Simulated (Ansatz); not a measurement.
A series in smearing width on Co

Results calculated with Ansatz 0.2.0, not measured. Plane-wave density functional theory, scalar-relativistic PAW datasets made under PBE, Gamma-centred meshes; one setting moves on a fixed relaxed cell, energies count from the zero-width extrapolation of the reference run, pressure is Pulay-corrected at fixed cutoff and positive in compression.

Structure of every row (space group P6_3/mmc, No. 194):
```
Co
1.0
      2.4715     0.0000     0.0000
     -1.2358     2.1404     0.0000
      0.0000     0.0000     4.0271
Co
2
Direct
  0.33333 0.66667 0.25000
  0.66667 0.33333 0.75000
```

Settings of every row: spin polarised yes; functional r2SCAN; wave cutoff 500 eV; k mesh 15x15x8; smearing method fermi_dirac; reference k mesh 15x15x8; reference smearing width 0.05 eV; reference wave cutoff 500 eV; reference smearing method fermi_dirac; swept setting smearing; valence electrons per atom 17.

Atom:
```csv
element,starting moment (Bohr magneton)
Co,1.89
Co,1.89
```

Limits: search for a lower magnetic state is off; settings are moved on purpose, so some rows are far from converged.

```csv
row,smearing width (eV),free energy error per atom (meV),largest site moment (Bohr magneton),zero smearing energy error per atom (meV),pressure (GPa)
1,0.01,-0.05,1.84,0.09,-1.83
2,0.03,-1.23,1.85,0.09,-1.63
3,0.1,-13.86,1.87,-0.12,-0.79
4,0.2,-56.61,1.88,2.42,0.48
5,0.3,?,?,?,?
```

Question: what free energy error per atom should row 5 give?

Worked fit of free energy error per atom. Smearing changes a smooth quantity, to lowest order, with the square of the width, so take w² in eV². The shown rows have w² = 0.0001, 0.0009, 0.01, 0.04. Their means are 0.01275 and -17.938 meV; the sums about the means are S_tt = 0.001051 and S_ty = -1.489, whose ratio is the slope. Least squares give free energy error per atom = 0.137 − 1417.61 × w² meV. The rows lie off it by -0.05, -0.09, 0.18, -0.04 (root mean square 0.11 meV). The constant, 0.137 meV, estimates the value at zero width. The withheld row has w² = 0.09, so the fit gives 0.137 − 1417.61 × (0.09) = -127.45 meV.

The calculation gave -134.09 meV. The fit lies 6.64 meV (5 % of the value, 5 % of the column's range) above it; its largest miss of a shown row is 0.18 meV. This row lies beyond the range of the fit.

The other values of row 5: largest site moment 1.87 Bohr magneton; zero smearing energy error per atom 11.44 meV; pressure 2.07 GPa.
